Dear colleague,

You extract silicon's three elastic constants from the three [110] velocities and ask how they respond when one condition changes.

**The result.** Put $u_i=e_i\,e^{iq(\mathbf n\cdot\mathbf r-vt)}$, with unit normal $\mathbf n$ and phase velocity $v$, into $\rho\ddot u_i=C_{ijkl}\partial_j\partial_l u_k$ (summed indices, adiabatic constants). This gives the Christoffel equation $\det(\Gamma_{ik}-\rho v^2\delta_{ik})=0$ with $\Gamma_{ik}=C_{ijkl}n_jn_l$. For cubic symmetry, in Voigt notation and without summation,

$$\Gamma_{ik}=C_{44}\delta_{ik}+b\,n_in_k+D\,n_i^2\delta_{ik},\qquad b=C_{12}+C_{44},\quad D=C_{11}-C_{12}-2C_{44}.$$

The eigenvalues $M=\rho v^2$ are $C_{11},C_{44},C_{44}$ along [100], and $(C_{11}+2C_{12}+4C_{44})/3$ and twice $(C_{11}-C_{12}+C_{44})/3$ along [111]. Along [110] they are $M_L=(C_{11}+C_{12}+2C_{44})/2$, $M_1=C_{44}$ (polarised [001]) and $M_2=(C_{11}-C_{12})/2$ (polarised $[1\bar10]$). Inverting,

$$C_{11}=M_L-M_1+M_2,\qquad C_{12}=M_L-M_1-M_2,\qquad C_{44}=M_1 .$$

The trace, $C_{11}+2C_{44}$, is independent of direction.

I take the compiled $C_{11},C_{12},C_{44}=165.64,\ 63.94,\ 79.51$ GPa (Oses 2018) and a typical density of 2329 kg/m³. Then $b=143.45$, $D=-57.32$, $M_L=194.30$, $M_2=50.85$ GPa, and $v_L,v_1,v_2=9134,\ 5843,\ 4673$ m/s.

**1. Another symmetry axis.** On these axes the longitudinal modulus is $C_{11}-D(1-\sum_i n_i^4)$. With $D<0$ it rises from [100] to [111], and the constant trace lowers the transverse sum. Calculated: 8433 and 5843 m/s along [100], 9356 and 5093 m/s along [111].

**2. One velocity read 0.1% high.** Then $\delta M\approx 0.002M$, and the inversion fixes the signs. $C_{12}$, the smallest constant and a difference of large moduli, should suffer most. Its amplification of a relative bias in $v_L$ is $2M_L/C_{12}=6.1$.

**3. Faces miscut by $\varphi$ towards [010].** The faces stay parallel, so the echo time still gives the phase velocity along their normal. Mirror symmetry forbids a term linear in $\varphi$. The [001] mode keeps $M_1=C_{44}$, so the trace fixes $M_L+M_2$ and the inferred $C_{11}$ cannot move. $M_L$ should fall towards its [010] value, and $C_{12}$ with it. The in-plane block gives, with $a=C_{11}-C_{44}=86.13$ GPa,

$$M_{L,2}=\tfrac12(C_{11}+C_{44})\pm\tfrac12\sqrt{a^2\sin^22\varphi+b^2\cos^22\varphi},$$

so $\delta M_L=-\delta M_2\approx-(b^2-a^2)\varphi^2/b=-91.7\,\varphi^2$ GPa, with $\varphi$ in radians. At $2^\circ$, $\varphi^2=1.22\times10^{-3}$; $v_L$ shifts by $-2.6$ m/s and $v_2$ by $+5.1$ m/s.

**4. Miscut towards [001].** This leads towards [111], so I expect $M_L$ and $M_2$ to rise and $M_1$ to fall. The $[1\bar10]$ mode stays pure: $\delta M_2=-\tfrac12D\sin^2\varphi\approx+28.7\,\varphi^2$ GPa. In the basis [110], [001] the remaining block has diagonal elements $C_{44}+g\cos^2\varphi$ and $C_{44}+a\sin^2\varphi$ and coupling $b\sin\varphi\cos\varphi$, where $g=(C_{11}+C_{12})/2=114.79$ GPa is the gap at $\varphi=0$. Second-order repulsion gives $\delta M_L\approx(b^2/g-g)\varphi^2=+64.5\,\varphi^2$ GPa and $\delta M_1\approx(a-b^2/g)\varphi^2=-93.1\,\varphi^2$ GPa.

Shifts of the inferred constants, in GPa:

| change | $\delta C_{11}$ | $\delta C_{12}$ | $\delta C_{44}$ |
|---|---|---|---|
| $v_L$ +0.1% | +0.39 | +0.39 | 0 |
| $v_1$ +0.1% | −0.16 | −0.16 | +0.16 |
| $v_2$ +0.1% | +0.10 | −0.10 | 0 |
| 2° towards [010] | 0 | −0.22 | 0 |
| 2° towards [001] | +0.23 | +0.16 | −0.11 |

A 2° miscut thus matters about as much as a 0.1% bias in a shear velocity, and halving it quarters the shift.

**5. Warming by 10 K.** Since $v=\sqrt{M/\rho}$ and $\rho\propto l^{-3}$ for sample length $l$,

$$\frac{\delta v}{v}=\frac12\left(\frac{d\ln M}{dT}+3\alpha\right)\Delta T .$$

Expansion alone, with the compiled $\alpha=2.6\times10^{-6}$ K⁻¹ (Kaye and Laby Online), would speed every wave up by $3.9\times10^{-5}$. Anharmonic softening, which the Christoffel equation needs as input, should reverse that sign. I assume an approximate $d\ln M/dT=-7\times10^{-5}$ K⁻¹ for all three modes, although the real coefficients differ among them. It contributes $-3.5\times10^{-4}$, and the model's net shift is about $-3\times10^{-4}$. If you keep the cold length $l_0$ and density $\rho_0$, the transit time $t=l/v$ yields $\rho_0(l_0/t)^2=M\,(\rho_0/\rho)(l_0/l)^2\approx M(1+\alpha\Delta T)$. That bias scales all three constants up alike, by only $2.6\times10^{-5}$.